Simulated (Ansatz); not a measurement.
## Moving the functional in GaSb3

The cell as given:

```
Sb Ga
1.0
     0.00000    3.73060    3.73060
     3.73060    0.00000    3.73060
     3.73060    3.73060    0.00000
Sb Ga
3 1
Cartesian
  3.7306 3.7306 3.7306
  5.5959 5.5959 5.5959
  1.8653 1.8653 1.8653
  0.0000 0.0000 0.0000
```

The cell comes from a database or a generator and needn't be the stable form of this composition.

Kept alike: task relaxation of cell and atoms; k mesh 6 × 6 × 6; occupations fermi-dirac, width 0.05 eV; no spin polarisation. Program: Ansatz, Ansatz PAW. Cutoffs run from 420 to 500 eV. The mesh is that of the run's cell of 4 atoms. No spin-orbit coupling.

```csv
functional,volume (Å³/atom)
BLYP,28.761
LDA,23.752
PBE,25.673
PBEsol,24.235
RPBE,26.396
r2SCAN,25.206
revPBE,26.186
```

The relaxations keep at least the cell's symmetry (Fm-3m). For a metal such a mesh leaves the last digits unconverged. Relaxations stop with a little pressure left, so the last digits of a volume or edge aren't settled. All rows use potentials made for PBE.

**Question.** What does the functional change here?

**Answer.** The volume runs from 23.752 (LDA) to 28.761 Å³/atom (BLYP). From PBE: BLYP +3.088; LDA -1.921; PBEsol -1.438; RPBE +0.723; r2SCAN -0.467; revPBE +0.513.

The equilibrium volume of this cell follows how strongly each functional rewards density inhomogeneity. LDA, with no gradient term, binds most tightly and gives the smallest volume. PBEsol, whose weaker exchange enhancement suits slowly varying densities, stays close to it at 24.235 Å³/atom. PBE's stronger enhancement lowers the energy of separated, more inhomogeneous atoms relative to the compressed solid, so the lattice expands, and revPBE and RPBE carry this further. r2SCAN falls between PBEsol and PBE, plausibly because the kinetic-energy density lets it treat bonding regions and density tails differently.

BLYP stands apart at 28.761 Å³/atom. Its correlation part doesn't recover the uniform electron gas, a limit that matters for delocalised valence electrons, and this probably adds to the expansion from its gradient-corrected exchange. The gap between BLYP and the other gradient-corrected functionals therefore suggests a poor description of extended s–p bonding rather than a peculiarity of GaSb3. Without a reference volume for this same structure, the ordering shows relative binding tendencies, not which functional is most accurate.
